Each cell of PtSe₂ brings fifty valence electrons to this calculation, two for each band, which is enough to fill 25 bands. If band 25 were full and band 26 empty at every k point, the smallest step from the highest filled level to an empty one, 0.695 eV, would be a gap. The PBE start nevertheless has no gap on this mesh. The likely reason is that the border between filled and empty falls at a different place in the band order at some k point. A state on the unusual side of that border could respond oddly to exchange.

Hartree-Fock levels of PtSe₂ (P-3m1), computed to first order with Yambo 5.3.0 on Quantum ESPRESSO PBE states without spin-orbit coupling. The runs use PseudoDojo 0.5 SR PBE standard potentials, a 4×4×3 k mesh, a 1170.09 eV wave cutoff and Fermi-Dirac smearing of 0.05 eV. Each column of levels counts from its own highest filled level.

| row | state k a (reciprocal cell vector) | state k b (reciprocal cell vector) | state k c (reciprocal cell vector) | state band | state start level (eV) | state corrected level (eV) |
| --- | --- | --- | --- | --- | --- | --- |
| 1 | 0.000 | 0.000 | 0.000 | top filled | -0.547 | -1.830 |
| 2 | 0.000 | 0.000 | 0.000 | first empty | 0.932 | 3.001 |
| 3 | 0.000 | 0.000 | 0.333 | top filled | -0.749 | -1.489 |
| 4 | 0.000 | 0.000 | 0.333 | first empty | 2.626 | 6.730 |
| 5 | 0.000 | 0.250 | 0.000 | top filled | -0.766 | -1.384 |
| 6 | 0.000 | 0.250 | 0.000 | first empty | 1.855 | 5.859 |
| 7 | 0.000 | 0.250 | 0.333 | top filled | 0.000 | 0.000 |
| 8 | 0.000 | 0.250 | 0.333 | first empty | 0.695 | 3.523 |
| 9 | 0.000 | -0.500 | 0.000 | top filled | -2.436 | -4.328 |
| 10 | 0.000 | -0.500 | 0.000 | first empty | 1.211 | 5.659 |
| 11 | 0.000 | -0.500 | 0.333 | top filled | -1.310 | -2.431 |
| 12 | 0.000 | -0.500 | 0.333 | first empty | 1.841 | 6.044 |
| 13 | 0.250 | 0.250 | 0.000 | top filled | -0.459 | -1.984 |
| 14 | 0.250 | 0.250 | 0.000 | first empty | 0.718 | 4.795 |
| 15 | 0.250 | 0.250 | 0.333 | top filled | -1.372 | -3.280 |
| 16 | 0.250 | 0.250 | 0.333 | first empty | 1.347 | 5.563 |
| 17 | 0.000 | 0.250 | -0.333 | top filled | -1.211 | -3.083 |
| 18 | 0.000 | 0.250 | -0.333 | first empty | 1.863 | 5.693 |

**The simple pattern**

The quantity to follow is the shift, the corrected level less the start level. Both columns count from row 7, so only differences between shifts carry meaning. Seven of the nine first empty levels rise by 3.8 to 4.4 eV, although they start at quite different energies. The filled levels other than row 7 move down by 0.6 to 1.9 eV. To a first approximation the shift thus depends on whether a state is filled, and much less on where it lies.

The helium atom shows why. In Hartree-Fock theory, exchange removes the repulsion of a 1s electron by itself, so that it feels only its partner. An extra electron in an empty orbital is repelled by both. The PBE potential makes no such distinction, since filled and empty states move in the same potential. Replacing PBE exchange and correlation by bare exchange therefore pushes the two groups apart.

The analogy holds for the origin and the sign of the effect, but not for its size. A crystal state is spread over all cells, and its repulsion by itself alone is vanishingly small. What takes its place is exchange with the filled states of the same band at nearby k, which have nearly the same form within each cell. A conduction state lacks such filled companions and gains less from exchange.

**How large the own-cell part is**

On a mesh, each k point represents a small cell of reciprocal space. If a state is filled, its whole cell counts as filled, and the state gains the Coulomb interaction averaged over that cell. This gain is called the own-cell part here. Replacing the cell by a sphere of equal volume, with radius $q_c$, gives

$$E_{\rm own}=\frac{2e^2q_c}{\pi},\qquad q_c^3=\frac{6\pi^2}{NV}.$$

Here $N=4\times4\times3=48$ is the number of mesh points, $V=3\times20.27\approx61$ Å³ is the volume of the crystal cell, and $e^2\approx14.4$ eV Å. The numbers give

$$q_c\approx\left(\frac{59}{48\times61}\right)^{1/3}\approx0.27\ \text{Å}^{-1},\qquad E_{\rm own}\approx\frac{2\times14.4\times0.27}{\pi}\approx2.5\ \text{eV}.$$

This is a rough size, good to perhaps one figure. It can be set beside a model with two constants, one for filled and one for empty states, fitted to fifteen rows. Rows 2, 7 and 8 were left out because they were suspected of a different character. The constants are −1.4 and 4.1 eV, a step of 5.5 eV, with a typical miss of 0.4 eV. On this mesh the own-cell part thus has roughly half the size of the step. The rest includes exchange with the same band at other k points, as well as the different forms of valence and conduction orbitals. On a finer mesh the own-cell part shrinks and neighbouring cells take over its role, so this division is no property of PtSe₂.

**Three rows that break it**

Row 2, the first empty level at the zone centre, lies 2.1 eV below the model. Row 8 lies 1.3 eV below it, and row 7, the filled partner of row 8, lies 1.4 eV above it. The first two breaks are well outside the narrow spread of the other empty levels. The third is less certain: if the filled shifts are allowed to vary linearly with the start energy, it falls to 0.9 eV. The printed output after this text gives both fits.

The three breaks look alike until the two levels at each k point are taken together. Half the sum of their shifts tells whether the pair has moved unusually as a whole or has only shared its shifts in an unusual way. For the seven ordinary pairs this mean lies between 1.0 and 1.7 eV. Rows 7 and 8 have an ordinary mean of 1.4 eV, whereas the pair at the zone centre has only 0.4 eV. The two places therefore break the pattern in different ways.

**The zone centre: an empty valence state**

The simplest reading of row 2 is that it belongs to the valence band. In a semimetal the top of that band can rise above the Fermi level and leave a pocket of holes, and the first empty level there is then a valence state. Such a state has lost the own-cell part but keeps the other exchange that goes with a valence orbital. It should rise by about −1.4 + 2.5 ≈ 1.1 eV, against 4.1 eV for a conduction state. The calculated rise is 2.1 eV, so the estimate misses by 1 eV but comes closer than the conduction value.

The electron count allows this reading. The zone centre is one mesh point of 48, while symmetry makes row 8 stand for six. Slight filling of low conduction levels can therefore balance one empty valence state. With the smearing used, this puts the Fermi level about 0.6 eV above row 7, with row 8 some 9 % filled. The start level of row 2, at 0.93 eV, is then empty, as the reading requires. This is a test of consistency, and the assignment itself remains an inference.

The size of this break belongs to the mesh as well as to the material. Emptying one point removes a whole mesh cell of the valence band, whatever the true shape of the hole pocket. The occupations are also inherited from PBE. If the state in row 2 were filled instead, it would gain roughly the own-cell part and drop from 3.0 to about 0.5 eV, far below every other first empty level. Its place as the lowest empty level after the correction thus depends on a choice made before exchange was applied.

**Rows 7 and 8: a shared character**

Here the pair moves normally as a whole, but its two levels separate by only 2.8 eV more than at the start. Every ordinary pair opens by at least 4.6 eV. This is what mixing would do. If a valence and a conduction orbital combine, the filled mixture takes on some conduction character and is lowered less, while the empty one takes on some valence character and is raised less.

The sum of the two shifts hardly changes, because what one state gives up the other receives. The own-cell part stays with the filled member of the pair, whichever mixture that is. First-order theory keeps the PBE orbitals fixed, so any mixing in the start passes directly into the corrected levels. These two rows are also the closest pair in the start, which makes mixing plausible. The explanation asks for a great deal of mixing, however. The opening of 2.8 eV is close to the 2.5 eV of the own-cell part alone, so the two orbitals would have to share their characters almost equally. Partial filling helps only a little: if row 8 is 9 % filled, it gains about 0.2 eV of the own-cell part, against a break of 1.3 eV. Only the orbitals themselves could confirm this.

Closeness alone does not produce the effect. Rows 13 and 14 start only 1.2 eV apart, the next smallest separation, and still open by 5.6 eV. A possible reason is that their orbitals differ in symmetry and cannot mix, but this is a guess. Spin-orbit coupling, left out here although platinum is heavy, could change the mixing of such close states.

**Reading a similar table**

Each of the two kinds of break seen here rests on a single k point. In another semimetal, similar signs would be a reason to look at the occupations and orbitals, and no proof of the same causes.

The corrected separations should not be read as gaps of PtSe₂. Bare exchange has no screening, and in a real semimetal the mobile electrons and holes weaken the long-range interaction that produces the large step between filled and empty states. The growth of the step between rows 7 and 2 from 0.9 to 3.0 eV is thus a response to unscreened exchange, and no evidence that the material is a semiconductor.

Numerical output:

```
fit of shift on 15 rows (usual): coefficient of isfil -1.37 +/- 0.14, coefficient of isemp 4.126 +/- 0.15; rms 0.374, worst 5 -0.752, leave-one-out rms 0.428
  rows outside the fit (model, value, miss): 2 4.126, 2.069, 2.06; 7 -1.37, 0, -1.37; 8 4.126, 2.828, 1.3
fit of shift on 15 rows (usual): coefficient of isfil -0.8804 +/- 0.27, coefficient of isemp 4.126 +/- 0.14, coefficient of filslope 0.4424 +/- 0.21; rms 0.32, worst 5 -0.601, leave-one-out rms 0.391
  rows outside the fit (model, value, miss): 2 4.126, 2.069, 2.06; 7 -0.8804, 0, -0.88; 8 4.126, 2.828, 1.3
smallest shift of the seven usual empty levels, eV: 3.83
largest shift of the seven usual empty levels, eV: 4.448
lowest shift of the usual filled levels, eV: -1.908
highest shift of the usual filled levels, eV: -0.618
row 2 shift less two-constant model, eV: -2.057
row 7 shift less two-constant model, eV: 1.37
row 8 shift less two-constant model, eV: -1.298
smallest opening of the usual pairs, eV: 4.622
opening of the Gamma pair, eV: 3.352
opening of the control pair rows 13 and 14, eV: 5.602
start separation of the control pair, eV: 1.177
lowest mean shift of the usual pairs, eV: 0.979
highest mean shift of the usual pairs, eV: 1.693
mean shift of the Gamma pair, eV: 0.393
mean shift of rows 7 and 8, eV: 1.414
rough own-exchange term of one mesh cell, eV: 2.5
estimated Fermi level above row 7 if Gamma holds one empty valence state, eV: 0.5809
estimated filling of row 8 (1 is full): 0.0927
```
